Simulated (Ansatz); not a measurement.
# SrMn2As2: energy above lowest point as volume scale varies

All results are calculated (Ansatz 0.2.0). Free energy against uniform scaling of the volume at fixed shape and fractions; periodic cell, basis, potentials, k mesh and filling as listed.

The cell before it is scaled or strained (space group P-3m1, No. 164):
```
cell vectors (Å)
   4.0763     0.0000     0.0000
  -2.0382     3.5302     0.0000
   0.0000     0.0000     7.3515
atoms (fractions of the cell vectors)
Sr  0.00000  0.00000  0.00000
Mn  0.66667  0.33333  0.38768
Mn  0.33333  0.66667  0.61232
As  0.66667  0.33333  0.71796
As  0.33333  0.66667  0.28204
```

Settings of every row: functional LDA; dispersion none; potentials PAW; wave cutoff 326.54 eV; density cutoff 1306.1 eV; k mesh 8x8x4; k shift 0x0x0; occupations fermi dirac; smearing width 0.05 eV; spin collinear; SCF threshold exponent -7.

Limits: a known weakness of the program can leave such a cell on a higher state; coarse k mesh, up to 40 meV an atom off; cutoff under the advised one; minimum outside the range; state may not be the lowest; the cell comes from a prototype or a list of computed structures and needn't be the stable phase.

| row | volume scale | V (Å³/atom) | energy above lowest point (meV/atom) |
| --- | --- | --- | --- |
| 1 | 0.92 | 19.465 | 0 |
| 2 | 0.9467 | 20.03 | ? |
| 3 | 0.9733 | 20.593 | 38.1 |
| 4 | 1 | 21.158 | 64.2 |
| 5 | 1.0267 | 21.723 | 94 |
| 6 | 1.0533 | 22.286 | 126.8 |
| 7 | 1.08 | 22.85 | 160.8 |

Question: what energy above lowest point should row 2 give?

Worked fit of energy above lowest point. Take u = (V_r/V)^(2/3) − 1 with V_r = 21.441 Å³ an atom, which is twice the finite (Eulerian) strain; such expansions in the strain, on which the Birch-Murnaghan equation of state is built, carry the rest volume and the bulk modulus. The shown rows have u = 0.06658, 0.02727, 0.0089, -0.00867, -0.02544, -0.04154. Least squares give energy above lowest point = 78.7 − 1678.5 × u + 7426 × u² meV/atom; a straight line predicts inner rows, each left out in turn, worse (root mean square 9.2 against 0.53 meV/atom). The rows lie off it by 0.1, -0.3, -0.1, 0.2, 0.6, -0.4 (root mean square 0.33 meV/atom). The withheld row has u = 0.04643, so the fit gives 78.7 − 1678.5 × (0.04643) + 7426 × (0.04643)² = 16.8 meV/atom.

The calculation gave 16.4 meV/atom. The fit lies 0.4 meV/atom (2.4 % of the value, 0.25 % of the column's range) above it; its largest miss of a shown row is 0.6 meV/atom.
